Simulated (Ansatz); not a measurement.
# A series in volume per atom on V

Equation of state of a cubic crystal from periodic Kohn-Sham density functional theory without spin; pressure corrected for the finite basis. The results are calculated, by Ansatz 0.2.0 development build.

Cell of the first row (space group Im-3m, No. 229):
```
V
1.0
     -1.4679     1.4679     1.4679
      1.4679    -1.4679     1.4679
      1.4679     1.4679    -1.4679
V
1
Direct
  0.00000 0.00000 0.00000
```

Settings of every row: formula V; structure type bcc; functional PBE; spin treatment none; k mesh 51x51x51; occupation method fermi-dirac; occupation width 0.061225619 eV; wave cutoff 420 eV; datasets soft-1 PAW; density cutoff ratio 4.

```csv
row,volume per atom (Å³),energy above lowest point (meV/atom),pressure (GPa)
1,12.652,30.88,12.776
2,12.922,13.38,8.134
3,13.191,?,?
4,13.46,0,0.091
5,13.729,2.81,-3.384
6,13.998,11.2,-6.541
7,14.268,24.64,-9.408
```

Question: what energy above lowest point and pressure should row 3 give?

Worked fit of energy above lowest point. Take u = (V_r/V)^(2/3) − 1 with V_r = 13.595 Å³ an atom, which is twice the finite (Eulerian) strain; such expansions in the strain, on which the Birch-Murnaghan equation of state is built, carry the rest volume and the bulk modulus. The shown rows have u = 0.04909, 0.03443, 0.00668, -0.00652, -0.01929, -0.0317. Least squares give energy above lowest point = 0.701 − 217.15 × u + 16959.4 × u² meV/atom; a straight line predicts inner rows, each left out in turn, worse (root mean square 11 against 0.046 meV/atom). The rows lie off it by -0.03, 0.05, -0.01, -0.03, 0.00, 0.01 (root mean square 0.027 meV/atom). Its lowest point lies at u = 0.0064, or V = 13.47 Å³ an atom, and the curvature there gives the bulk modulus at fixed shape and fractions, B = (4/9)(1 + u)² E″(u)/V = 182 GPa. The withheld row has u = 0.02032, so the fit gives 0.701 − 217.15 × (0.02032) + 16959.4 × (0.02032)² = 3.29 meV/atom.

The calculation gave 3.31 meV/atom. The fit lies 0.02 meV/atom (0.065 % of the column's range) below it; its largest miss of a shown row is 0.05 meV/atom.

Worked fit of pressure. Take u = (V_r/V)^(2/3) − 1 with V_r = 13.595 Å³ an atom, which is twice the finite (Eulerian) strain; such expansions in the strain, on which the Birch-Murnaghan equation of state is built, carry the rest volume and the bulk modulus. The shown rows have u = 0.04909, 0.03443, 0.00668, -0.00652, -0.01929, -0.0317. Least squares give pressure = −1.6952 + 263.503 × u + 637.47 × u² GPa; a straight line predicts inner rows, each left out in turn, worse (root mean square 0.4 against 0.0029 GPa). The rows lie off it by 0.000, 0.001, -0.002, 0.002, 0.000, 0.000. The pressure vanishes at u = 0.0063, or V = 13.47 Å³ an atom, and there the bulk modulus at fixed shape and fractions is B = −V dP/dV = (2/3)(1 + u) dP/du = 182 GPa. The withheld row has u = 0.02032, so the fit gives −1.6952 + 263.503 × (0.02032) + 637.47 × (0.02032)² = 3.922 GPa.

The calculation gave 3.918 GPa. The fit lies 0.004 GPa (0.018 % of the column's range) above it; its largest miss of a shown row is 0.002 GPa.
